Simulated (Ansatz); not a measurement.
A series in volume per atom on PbO3

All results are calculated (Ansatz 0.2.0 development build). Equation of state of a cubic crystal from periodic Kohn-Sham density functional theory without spin; pressure corrected for the finite basis.

Cell of the first row (space group Pm-3m, No. 221):
```
CELL_PARAMETERS angstrom
4.20850 0.00000 0.00000
0.00000 4.20850 0.00000
0.00000 0.00000 4.20850
ATOMIC_POSITIONS crystal
Pb 0.00000 0.00000 0.00000
O 0.50000 0.00000 0.00000
O 0.00000 0.50000 0.00000
O 0.00000 0.00000 0.50000
```

Settings of every row: formula PbO3; structure type ReO3; functional PBE; spin treatment none; k mesh 25x25x25; occupation method fermi-dirac; occupation width 0.061225619 eV; wave cutoff 420 eV; datasets soft-1 PAW; density cutoff ratio 4.

Limits: a cubic model structure, not a phase known at ambient conditions; no spin polarisation, a magnetic state may lie lower; no spin-orbit coupling with 6p elements.

| row | volume per atom (Å³) | pressure (GPa) | energy above lowest point (meV/atom) |
| --- | --- | --- | --- |
| 1 | 18.635 | 4.137 | 14.16 |
| 2 | 19.032 | 2.569 | 5.9 |
| 3 | 19.428 | 1.169 | 1.31 |
| 4 | 19.825 | -0.091 | 0 |
| 5 | 20.221 | ? | ? |
| 6 | 20.617 | -2.276 | 6.02 |
| 7 | 21.014 | -3.235 | 12.85 |

Question: what pressure and energy above lowest point should row 5 give?

Worked fit of pressure. Take u = (V_r/V)^(2/3) − 1 with V_r = 19.627 Å³ an atom, which is twice the finite (Eulerian) strain; such expansions in the strain, on which the Birch-Murnaghan equation of state is built, carry the rest volume and the bulk modulus. The shown rows have u = 0.03518, 0.02073, 0.00682, -0.00667, -0.03227, -0.0445. Least squares give pressure = 0.5211 + 93.557 × u + 237.15 × u² + 713 × u³ GPa; a parabola predicts inner rows, each left out in turn, worse (root mean square 0.014 against 0.0025 GPa). The rows lie off it by 0.000, 0.000, -0.001, 0.002, -0.001, 0.000. The pressure vanishes at u = -0.0056, or V = 19.79 Å³ an atom, and there the bulk modulus at fixed shape and fractions is B = −V dP/dV = (2/3)(1 + u) dP/du = 60.3 GPa. The withheld row has u = -0.01968, so the fit gives 0.5211 + 93.557 × (-0.01968) + 237.15 × (-0.01968)² + 713 × (-0.01968)³ = -1.234 GPa.

The calculation gave -1.232 GPa. The fit lies 0.002 GPa (0.027 % of the column's range) below it; its largest miss of a shown row is 0.002 GPa.

Worked fit of energy above lowest point. Take u = (V_r/V)^(2/3) − 1 with V_r = 19.627 Å³ an atom, which is twice the finite (Eulerian) strain; such expansions in the strain, on which the Birch-Murnaghan equation of state is built, carry the rest volume and the bulk modulus. The shown rows have u = 0.03518, 0.02073, 0.00682, -0.00667, -0.03227, -0.0445. Least squares give energy above lowest point = 0.258 + 95.81 × u + 8509.5 × u² meV/atom; a straight line predicts inner rows, each left out in turn, worse (root mean square 5.3 against 0.0066 meV/atom). The rows lie off it by 0.00, 0.00, 0.00, 0.00, -0.01, 0.00. Its lowest point lies at u = -0.0056, or V = 19.79 Å³ an atom, and the curvature there gives the bulk modulus at fixed shape and fractions, B = (4/9)(1 + u)² E″(u)/V = 60.5 GPa. The withheld row has u = -0.01968, so the fit gives 0.258 + 95.81 × (-0.01968) + 8509.5 × (-0.01968)² = 1.67 meV/atom.

The calculation gave 1.66 meV/atom. The fit lies 0.01 meV/atom (0.071 % of the column's range) above it, one unit of the last digit.
